**Student.** In a slab Hartree–Fock run with Gaussian orbitals, the Coulomb part of the Fock matrix contains error functions of the height $z$, and the program reports two vacuum levels. Where does that come from?

**Lecturer.** From four premises. The units are atomic, $e=4\pi\varepsilon_0=1$; for volts and ångströms multiply charge over length by $14.3996$ V Å. First, the system is periodic on a plane lattice $\{\mathbf R\}$ with cell area $A$, and not repeated along $z$. Second, a cell holds point charges $q_j$ at $(\boldsymbol\rho_j,z_j)$, all within a finite thickness; Gaussians come later. Third, the cell is neutral, $\sum_j q_j=0$. Fourth, there is no external field. With $\mathbf s_j=\mathbf r-\mathbf r_j$ we want

$$\phi(\mathbf r)=\sum_{\mathbf R}\sum_j \frac{q_j}{|\mathbf s_j-\mathbf R|}.\tag{1}$$

Reciprocal vectors obey $\mathbf G\cdot\mathbf R\in2\pi\mathbb Z$, $G=|\mathbf G|$, and sums over $\mathbf G$ contain both $\mathbf G$ and $-\mathbf G$.

**Student.** I object already. In three dimensions that sum depends on the shape of the crystal.

**Lecturer.** So we fix its meaning: add whole cells, and add $\mathbf R$ together with $-\mathbf R$. For $f(\mathbf r)=1/r$, which is even, a pair gives $\sum_j q_j[f(\mathbf R-\mathbf s_j)+f(\mathbf R+\mathbf s_j)]$. Expand in $\mathbf s_j$. The zeroth order, $2f(\mathbf R)\sum_j q_j$, vanishes by neutrality, the first order cancels within the pair, and the remainder is bounded by second derivatives of $f$, of order $R^{-3}$. In a plane $\int R^{-3}\,R\,dR$ converges, so the sum over pairs converges absolutely and its order is immaterial. In three dimensions the measure is $R^2dR$ and the argument fails; that is the origin of the shape dependence you remember.

**Student.** And the splitting?

**Lecturer.** Use the Gaussian integral and cut it at an arbitrary inverse length $\eta$:

$$\frac1r=\frac{2}{\sqrt\pi}\int_0^\infty e^{-t^2r^2}dt=\frac{\operatorname{erfc}(\eta r)}{r}+\frac{2}{\sqrt\pi}\int_0^\eta e^{-t^2r^2}dt.\tag{2}$$

The first piece falls like $e^{-\eta^2r^2}$ and is summed directly. The second, $\operatorname{erf}(\eta r)/r$, is smooth and long-ranged. I want to sum it over $\mathbf R$ under the integral sign.

**Student.** You may not do that charge by charge. At small $t$ the Gaussian is flat and the lattice sum blows up.

**Lecturer.** Right, so raise the lower limit to $\epsilon>0$, which replaces $1/r$ by $\operatorname{erfc}(\epsilon r)/r$. Then every sum converges absolutely for each charge. The replaced kernel has the form $g(\epsilon r)/r$ with $g=\operatorname{erfc}$, and $g(u)$, $ug'(u)$, $u^2g''(u)$ are bounded, so its second derivatives are below $C/r^3$ with $C$ independent of $\epsilon$. The paired terms are thus dominated uniformly, and the limit $\epsilon\to0$ returns (1).

Now take one unit charge, with $(\boldsymbol\rho,z)$ measured from it, so that $e^{-t^2r^2}=e^{-t^2z^2}e^{-t^2|\boldsymbol\rho-\mathbf R|^2}$. The lattice sum of the in-plane factor is a smooth periodic function. Its Fourier coefficient is $1/A$ times an integral over one cell, and the sum over $\mathbf R$ unfolds that into an integral over the plane, $\int e^{-t^2\rho^2-i\mathbf G\cdot\boldsymbol\rho}d^2\rho=(\pi/t^2)e^{-G^2/4t^2}$. This is Poisson summation:

$$\sum_{\mathbf R}e^{-t^2|\boldsymbol\rho-\mathbf R|^2}=\frac{\pi}{At^2}\sum_{\mathbf G}\cos(\mathbf G\cdot\boldsymbol\rho)\,e^{-G^2/4t^2},\tag{3}$$

the sines cancelling between $\mathbf G$ and $-\mathbf G$. The long-range potential becomes

$$\frac{2\sqrt\pi}{A}\sum_{\mathbf G}\cos(\mathbf G\cdot\boldsymbol\rho)\int_\epsilon^\eta\frac{dt}{t^2}\,e^{-G^2/4t^2-t^2z^2}.\tag{4}$$

**Student.** Without the $z$ factor I would substitute $1/t$. With it I see no antiderivative.

**Lecturer.** Complete the square in both ways. Put $E=G^2/4t^2+t^2z^2$ and $u_\pm=G/2t\pm tz$, so that $u_\pm^2=E\pm Gz$. Since $\operatorname{erfc}'(u)=-(2/\sqrt\pi)e^{-u^2}$,

$$\frac{d}{dt}\left[e^{\pm Gz}\operatorname{erfc}(u_\pm)\right]=-\frac{2}{\sqrt\pi}e^{-E}\left(-\frac{G}{2t^2}\pm z\right).$$

Adding the two signs removes $z$ and leaves $(2G/\sqrt\pi)\,e^{-E}/t^2$, the integrand of (4) times $2G/\sqrt\pi$. For $G>0$ both $u_\pm\to+\infty$ as $t\to0$, so the lower limit contributes nothing. Multiplying by $(2\sqrt\pi/A)(\sqrt\pi/2G)=\pi/AG$ gives each reciprocal term:

$$\phi_{\mathbf G}=\frac{\pi}{AG}\cos(\mathbf G\cdot\boldsymbol\rho)\left[e^{Gz}\operatorname{erfc}\!\left(\frac{G}{2\eta}+\eta z\right)+e^{-Gz}\operatorname{erfc}\!\left(\frac{G}{2\eta}-\eta z\right)\right].\tag{5}$$

**Student.** At $G=0$ that diverges. In 3D Ewald we drop the term.

**Lecturer.** Here it carries the planar average of the potential and must be kept. Integrate (4) by parts at $G=0$:

$$\int_\epsilon^\eta\frac{e^{-t^2z^2}}{t^2}dt=\left[-\frac{e^{-t^2z^2}}{t}\right]_\epsilon^\eta-2z^2\int_\epsilon^\eta e^{-t^2z^2}dt=\frac1\epsilon-\frac{e^{-\eta^2z^2}}{\eta}-\sqrt\pi\,z\operatorname{erf}(\eta z)+O(\epsilon).$$

The divergence $1/\epsilon$ is the same for every charge and for any $\eta$, so it is multiplied by $\sum_j q_j=0$. What remains, times $2\sqrt\pi/A$, is

$$\phi_0=-\frac{2\pi}{A}\left[z\operatorname{erf}(\eta z)+\frac{e^{-\eta^2z^2}}{\eta\sqrt\pi}\right].\tag{6}$$

The whole potential, in the form given by Parry in 1975, is

$$\phi(\mathbf r)=\sum_j q_j\left[\sum_{\mathbf R}\frac{\operatorname{erfc}(\eta|\mathbf s_j-\mathbf R|)}{|\mathbf s_j-\mathbf R|}+\sum_{\mathbf G\ne0}\phi_{\mathbf G}(\mathbf s_j)+\phi_0(z-z_j)\right].\tag{7}$$

It does not depend on $\eta$, because $\eta$ only marks where one integral was cut. On the site of charge $i$ we want the potential of all the others. Omit the singular real-space term $j=i$, $\mathbf R=0$; the long-range part of that charge is still inside (5) and (6), and equals $q_i\lim_{r\to0}\operatorname{erf}(\eta r)/r=2\eta q_i/\sqrt\pi$, which is subtracted. The energy per cell is $\tfrac12\sum_i q_i\phi_i$.

**Student.** The factor $e^{Gz}$ grows. Does the $\mathbf G$ sum converge at large $z$?

**Lecturer.** Take $z\ge0$; (5) is even in $z$. For $u\ge0$, $\operatorname{erfc}(u)\le e^{-u^2}$, so the first product is below $e^{-G^2/4\eta^2-\eta^2z^2}$. The second obeys the same bound while $z\le G/2\eta^2$. Beyond that height it is below $2e^{-Gz}$, which is there below $2e^{-G^2/2\eta^2}$. Every term therefore falls at least as $e^{-G^2/4\eta^2}$. Only the floating-point product needs care: evaluate it with the scaled function $e^{u^2}\operatorname{erfc}(u)$. For a square lattice of side $L$, setting $\eta^2L^2$ equal to $(2\pi/L)^2/4\eta^2$ balances the two sums and gives $\eta=\sqrt{\pi/A}$.

**Student.** Now the vacuum levels.

**Lecturer.** Use the freedom in $\eta$. At a point with $z\ne z_j$ for all $j$, let $\eta\to\infty$. The real-space sum vanishes. In (5) one erfc tends to 0 and the other to 2, and in (6) the bracket tends to $|z|$. The integrand of (4) is positive, so each amplitude rises monotonically to its limit, the limits are summable, and the limit may be taken term by term:

$$\phi=\frac{2\pi}{A}\sum_j q_j\left[-|z-z_j|+\sum_{\mathbf G\neq0}\frac{\cos\mathbf G\cdot(\boldsymbol\rho-\boldsymbol\rho_j)}{G}\,e^{-G|z-z_j|}\right].\tag{8}$$

Above all charges $|z-z_j|=z-z_j$. The term in $z$ cancels by neutrality, so the planar average is flat and equals $+2\pi\mu_z/A$, with $\mu_z=\sum_j q_jz_j$. Below, the sign reverses. Hence

$$\phi(+\infty)-\phi(-\infty)=\frac{4\pi\mu_z}{A},\tag{9}$$

in SI $\mu_z/\varepsilon_0A$. Neutrality makes $\mu_z$ independent of the origin of $z$. An electron has energy $-\phi$, so its vacuum level is lower on the side to which the dipole points, and the work function of that face is smaller by the step. The zero of (7) is the mean of the two levels. For a slab with a mirror plane or an inversion centre $\mu_z=0$, and orbital energies are referred to vacuum directly.

**Student.** So the plateau is approached as $e^{-G_{\min}z}$ with the shortest reciprocal vector. But if I double the cell, that vector shrinks while the crystal is unchanged.

**Lecturer.** A fair catch. Above the slab, (8) gives

$$\phi-\phi(+\infty)=\frac{2\pi}{A}\sum_{\mathbf G\ne0}\frac{e^{-Gz}}{G}\operatorname{Re}\left[S_+(\mathbf G)e^{i\mathbf G\cdot\boldsymbol\rho}\right],\qquad S_+=\sum_jq_je^{-i\mathbf G\cdot\boldsymbol\rho_j}e^{Gz_j}.\tag{10}$$

$G_{\min}$ is the shortest vector with $S_+\neq0$. The extra vectors of a supercell have $S_+=0$, because the copies of each charge enter with phases that add to zero. Note also that (10) is pure corrugation, with zero planar average.

**Student.** Hartree–Fock has an electron density, not point charges.

**Lecturer.** In a Gaussian basis the density is a sum of orbital products, and each product is a Gaussian on an intermediate centre. A unit charge $(p/\pi)^{3/2}e^{-pr^2}$ has the potential $\operatorname{erf}(\sqrt p\,r)/r$, which is the integral in (2) stopped at $t=\sqrt p$. So (5) and (6) with $\eta\to\sqrt p$ are its exact lattice potential, with no real-space term. The $1/\epsilon$ did not depend on the upper limit, so it still cancels between nuclei and electrons of any exponents. For a tight Gaussian cut at $\eta<\sqrt p$; the real-space kernel is then $[\operatorname{erfc}(\eta r)-\operatorname{erfc}(\sqrt p\,r)]/r$. For a Fock matrix element the potential is integrated over a second Gaussian of exponent $p'$. Convolving Gaussians adds their variances, so $1/p$ becomes $1/p+1/p'$. Higher angular momenta follow by differentiating with respect to the centres. Far outside, a spherical Gaussian acts as a point charge up to terms of order $e^{-pz^2}$, so (9) holds with $\mu_z$ the dipole of nuclei plus electrons, and (10) with the corresponding integral for $S_+$.

**Student.** Where does it stop being true?

**Lecturer.** At five places. One: a charged cell leaves $1/\epsilon$ uncancelled and a potential $-2\pi Q|z|/A$ with $Q=\sum_jq_j$, so no plateau exists. Two: the slab is isolated. Repeating it along $z$ forces the potential to be periodic, which a step (9) permits only with a compensating field or a counter-dipole in the gap. Three: (7) covers the nuclear and Hartree terms. Exchange involves the off-diagonal density matrix and converges through its decay, a separate question. Four: (8) and (10) hold outside the charge. An exact orbital bound by $I$ below vacuum has a density tail whose planar average falls no more slowly than $e^{-2\kappa z}$ with $\kappa=\sqrt{2I}$, up to powers of $z$, and the averaged potential follows it. The corrugation law is the slowest term if $2\kappa>G_{\min}$, that is $I>G_{\min}^2/8$. A Gaussian basis hides this, since its tail is cut off as $e^{-pz^2}$. Five: (9) is exact for the true $\mu_z$, which need not be that of formal charges.

Take LiF, with $a=4.028$ Å, a compiled room-temperature value (Compression behavior of lithium fluoride, NSF PAR). An unreconstructed (111) bilayer of charges $\pm1$ has $A=\sqrt3a^2/4$ and spacing $a/2\sqrt3$, so a step $8\pi/3a=29.9$ V. Dividing by the static dielectric constant 9.036 (compiled value, Andeen 1970) as a rough account of screening leaves 3.3 V per bilayer, which reaches the 14.2 eV gap (compiled value, Wing 2021) after 4.3 bilayers in this estimate. Beyond that, charge moves between the faces or they reconstruct.

**Student.** Then let me see the nonpolar case in numbers.

**Lecturer.** The model is one flat LiF(001) layer at the bulk spacing $d=a/2=2.014$ Å, with charge $(-1)^{i+j}$ at $(i,j)d$ and Li at the origin. The primitive vectors are $(d,d)$ and $(d,-d)$, so $A=2d^2=8.112$ Å$^2$ and $\mathbf G=(\pi/d)(m,n)$ with $m+n$ even. With F at $(d,0)$, $S_+=1-(-1)^m$, which is 2 for $m,n$ both odd and zero otherwise. Both ions lie at $z=0$, so their terms (6) cancel. At $z=0$ the bracket in (5) is $2\operatorname{erfc}(G/2\eta)$. Write $x=\eta d$, $r=\sqrt{i^2+j^2}$, $s=\sqrt{m^2+n^2}$, $G=\pi s/d$; the prefactor is $(\pi/AG)\cdot2\cdot2=2/(sd)$. Defining $\phi_{\rm Li}=-M/d$,

$$-M={\sum_{i,j}}'(-1)^{i+j}\frac{\operatorname{erfc}(xr)}{r}+2\sum_{m,n\ \rm odd}\frac{\operatorname{erfc}(\pi s/2x)}{s}-\frac{2x}{\sqrt\pi},\tag{11}$$

the prime omitting the origin. The balanced choice is $x=\sqrt{\pi/2}=1.2533$; then $\pi/2x=x$ and the self term is $-\sqrt2$.

| sum | shell | points | contribution |
|---|---|---|---|
| real | $r^2=1$ | 4 | $-0.3052770$ |
| real | $r^2=2$ | 4 | $+0.0344754$ |
| real | $r^2=4$ | 4 | $+0.0007855$ |
| real | $r^2=5$ | 8 | $-0.0002644$ |
| real | $r^2=8,9,10$ | 16 | $+0.0000007$ |
| reciprocal | $s^2=2$ | 4 | $+0.0689507$ |
| reciprocal | $s^2=10$ | 8 | $+0.0000001$ |

The totals are $-0.270280$, $+0.068951$ and $-1.414214$, so $M=1.615543$.

**Student.** A wrong factor in (5) would pass unseen.

**Lecturer.** It would make $M$ depend on $x$, and there is a route that avoids (5). Since $i+j$ and $i^2+j^2$ have the same parity, the sum with $r^{-2\sigma}$ is $\sum_n(-1)^nr_2(n)n^{-\sigma}$, where $r_2(n)$ counts representations as two squares. Jacobi's theorem gives $\sum_nr_2(n)n^{-\sigma}=4\zeta(\sigma)\beta(\sigma)$, with $\beta(\sigma)=\sum_{k\ge0}(-1)^k(2k+1)^{-\sigma}$. Because $r_2(2n)=r_2(n)$, twice the even terms minus all terms is $-4(1-2^{1-\sigma})\zeta\beta$. The $t$-integral, with weight $2t^{2\sigma-1}/\Gamma(\sigma)$, is analytic for $\sigma>0$ because the alternating Gaussian sum including the origin vanishes as $t\to0$; this continues the result to $\sigma=\tfrac12$. There $M=4(1-\sqrt2)\zeta(\tfrac12)\beta(\tfrac12)=1.615543$ again.

In volts, $1/d$ is $7.1498$ V, so the model's site potential is $-11.55$ V at Li and $+11.55$ V at F, and its electrostatic energy is $-11.55$ eV per ion pair, without short-range repulsion. The same $M$ serves an MgO(001) layer, the tunnel barrier of magnetic memories: with formal charges $\pm2$ and a typical $a\approx4.21$ Å the model gives $-22.1$ V at Mg.

**Student.** And above the layer?

**Lecturer.** Above Li, (10) reads $\phi=(2/d)\sum_{\rm odd}e^{-\pi sz/d}/s$. The shortest star has $s=\sqrt2$, so $G_{\min}=\sqrt2\pi/d=2.206$ Å$^{-1}$, a decay length of $0.453$ Å. The conventional $a\times a$ cell would suggest $2\pi/a=1.560$ Å$^{-1}$, whose $S_+$ is zero. The leading amplitude is $(2/d)(4/\sqrt2)=40.4$ V, which leaves 54 mV at 3 Å; the next star adds less than 0.1 mV. The tail condition is $I>4.6$ eV, and the valence band top of LiF typically lies more than 10 eV below vacuum, so it is met.

The same series stacks layers. The layer at distance $kd$ faces a Li site with charge $(-1)^k$, and each layer is neutral with no dipole. Summing the geometric series $\sum_{k\ge1}(-1)^{k+1}e^{-\pi sk}=1/(e^{\pi s}+1)$, one half-crystal adds

$$\Delta M=2\sum_{m,n\ \rm odd}\frac{1}{s\,(e^{\pi s}+1)}=0.065762+0.000245+\dots=0.066011.$$

An ideal surface site has $M=1.681554$ and a bulk site $1.747565$, or $12.02$ V and $12.49$ V in magnitude.

**Student.** The flat layer has no step.

**Lecturer.** Give it one. Lift the F ions by an illustrative $0.05$ Å, as a support on one side might. Then $\mu_z=-0.05\ e$Å, or $0.240$ D in magnitude, and (9) gives $-1.12$ V: the electron's vacuum level is $1.12$ eV higher on the F side. In general 1 D per nm$^2$ is worth $0.377$ V, the conversion that applies to dipole layers in gate stacks.

This number neglects a term of its own size, the polarisation of the electron clouds. In a bulk-like sheet with cell volume $\Omega$, relative displacement $u$ and Born charge $Z^*$, $P=Z^*u/\Omega+\chi\mathcal E$. No field outside means $\mathcal E+4\pi P=0$, so $P=Z^*u/\Omega\varepsilon_\infty$ with $\varepsilon_\infty=1+4\pi\chi$. A typical $Z^*\approx1$ and $\varepsilon_\infty=1.9$ (compiled value, Skone 2014) reduce the magnitude to $0.59$ V. A single layer is not bulk, so this fixes only direction and scale: the rigid-ion $1.12$ V is the model's value and is too large by roughly a factor of two. A self-consistent density supplies the screened $\mu_z$, and (9) converts it without further approximation.